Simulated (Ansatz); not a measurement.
SnPb3Se4: a bulk modulus from differences

The structure comes from a generated guess, relaxed at this level; another structure or a mixture of phases may lie lower.

Level of theory: Ansatz 0.2.0, DFT PBE, scalar-relativistic, plane waves, PAW. Settings of the last relaxation (8-atom cell): 420 eV, 6×6×8 k points, Gaussian smearing of 0.10 eV, no spin polarisation.

```
CELL_PARAMETERS angstrom
4.37100 -6.18153 0.00000
4.37100 6.18153 0.00000
0.00000 0.00000 4.37119
ATOMIC_POSITIONS crystal
Sn 0.00000 0.00000 0.00000
Pb 0.00000 0.50000 0.50000
Pb 0.50000 0.00000 0.50000
Pb 0.50000 0.50000 0.00000
Se 0.75271 0.24729 0.00000
Se 0.75531 0.75531 0.50000
Se 0.24469 0.24469 0.50000
Se 0.24729 0.75271 0.00000
```

The cell was set to several volumes, with shape and atoms relaxed at each where symmetry leaves them free. Pressure is positive in compression, and energies count from the lowest row.

```csv
row,V (Å³/atom),P (GPa),ΔE (meV/atom),gap on mesh (eV)
1,25.984,7.87,77.4,0.05
2,26.869,5.40,40.9,0.00
3,27.755,?,?,?
4,28.641,1.50,3.9,0.02
5,29.527,-0.02,0.0,0.00
6,30.413,-1.31,3.8,0.11
7,31.298,-2.42,14.1,0.20
8,32.479,-3.64,36.6,0.31
```

**Question.** Find B = −V·ΔP/ΔV from rows 4 and 6 and from rows 1 and 2, and from the two its slope B′ and its value B0 at zero pressure.

**Answer.** Rows 4 and 6 give −(28.641 + 30.413)/2 × (-1.31 − (1.50))/(30.413 − 28.641) = 46.8 GPa at a mean pressure of 0.09 GPa. Rows 1 and 2 give −(25.984 + 26.869)/2 × (5.40 − (7.87))/(26.869 − 25.984) = 73.8 GPa at a mean pressure of 6.63 GPa. So B′ = (73.8 − 46.8)/(6.63 − (0.09)) = 4.13 and B0 = 46.8 − 4.13 × (0.09) = 46.4 GPa. A third-order Birch–Murnaghan fit to all the energies gives B0 = 46.8 GPa and B′ = 4.4.

**Question.** Estimate the pressure and energy of row 3.

**Answer.** From row 5, V0 = 29.527 × (1 + (-0.02)/46.4) = 29.514 Å³/atom. Murnaghan's form P = (B0/B′)·[(V0/V)^B′ − 1] gives (46.4/4.13) × [(29.514/27.755)^4.13 − 1] = 3.25 GPa; the computed pressure is 3.29 GPa, so the estimate is off by -0.04 GPa. The work of compression from row 4, with the mean of the two pressures, gives ΔE = 3.9 + (3.25 + 1.50)/2 × (28.641 − 27.755)/160.2 × 1000 = 17.0 meV/atom (1 eV/Å³ = 160.2 GPa); the computed value is 17.0 meV/atom. Its gap on the mesh is 0.02 eV.

Spin–orbit coupling, which can matter for Pb, is left out. The zero gap may come from the functional, which often closes small gaps. All volumes keep the k mesh of the relaxed cell. A structure relaxed within its symmetry needn't be a true minimum.

The compound is soft and stiffens steadily under compression, as expected for a rocksalt-like lattice with long, polar cation–selenium contacts. Short-range repulsion between filled shells climbs steeply as the ions approach, while the attraction changes more gently. The agreement between the finite-difference values and the fit shows a smooth equation of state, with no sign of a volume collapse in the sampled range.

The gap behaves less simply. It opens steadily on expansion from row 5, to 0.31 eV, but stays near zero without a clear order in the compressed cells. In lead chalcogenides the valence-band top has antibonding cation s–selenium p character, so shorter bonds push it up towards the cation-p conduction states. Tin probably strengthens this tendency, since its valence s level lies higher than that of lead, where relativity stabilises the s shell. The small gap of 0.05 eV in row 1 might reflect reopening after a band inversion, but only the orbital character or parity of the edge states could establish that.
